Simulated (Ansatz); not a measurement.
## Mg2C3: pressure against displacement

Results calculated with Ansatz 0.2.0, not measured. One atom of a crystal moved along a line, all else fixed, by plane-wave density functional theory with PAW datasets, free energies less that of the undisturbed cell, pressure positive in compression; scalar-relativistic.

The cell before atoms are moved (space group C2/m, No. 12):
```
CELL_PARAMETERS angstrom
2.38700 -2.33940 -0.00630
2.38700 2.33940 -0.00630
-1.22540 0.00000 4.85840
ATOMIC_POSITIONS crystal
Mg 0.80820 0.80820 0.19840
Mg 0.19180 0.19180 0.80160
C 0.30420 0.30420 0.26150
C 0.69580 0.69580 0.73850
C 0.50000 0.50000 0.50000
```

Settings of every row: functional r2SCAN; dispersion none; spin none; wave cutoff 500 eV; k mesh 8x8x6; occupations gaussian; smearing width 0.05 eV; k shift 0x0x0; start relaxed; moved atom 3; direction 0.48573, 0, 0.87411 Cartesian unit vector.

```
row  displacement (Å)  pressure (GPa)  energy change (eV a cell)  force along direction (eV/Å summed over the moved atoms)
  1              -0.2          -5.108                     0.7907                                                       6.7
  2           -0.1333          -4.608                     0.3903                                                      5.22
  3           -0.0667               ?                          ?                                                         ?
  4                 0          -0.021                          0                                                      0.00
  5            0.0333            2.06                     0.0325                                                     -2.02
  6            0.0667           4.604                     0.1394                                                     -4.46
  7               0.1           7.643                     0.3348                                                     -7.37
  8            0.1333           11.24                     0.6364                                                    -10.85
  9            0.1667          15.467                     1.0665                                                    -15.03
 10               0.2          20.369                     1.6472                                                    -19.99
```

Question: what pressure should row 3 give?

Worked fit of pressure. Take t = displacement, in Å. The shown rows have t = -0.2, -0.1333, 0, 0.0333, 0.0667, 0.1, 0.1333, 0.1667, 0.2. Least squares give pressure = −0.2537 + 61.9803 × t + 196.376 × t² GPa; a straight line predicts inner rows, each left out in turn, worse (root mean square 2.6 against 0.32 GPa). The rows lie off it by -0.313, 0.418, 0.233, 0.032, -0.150, -0.265, -0.258, -0.068, 0.372 (root mean square 0.26 GPa), a smooth pattern that one more power would take up: the form is only approximate. The withheld row has t = -0.0667, so the fit gives −0.2537 + 61.9803 × (-0.0667) + 196.376 × (-0.0667)² = -3.514 GPa.

The calculation gave -2.993 GPa. The fit lies 0.521 GPa (17 % of the value, 2 % of the column's range) below it; its largest miss of a shown row is 0.418 GPa.

The other values of row 3: energy change 0.1094 eV a cell; force along direction 3.09 eV/Å summed over the moved atoms.
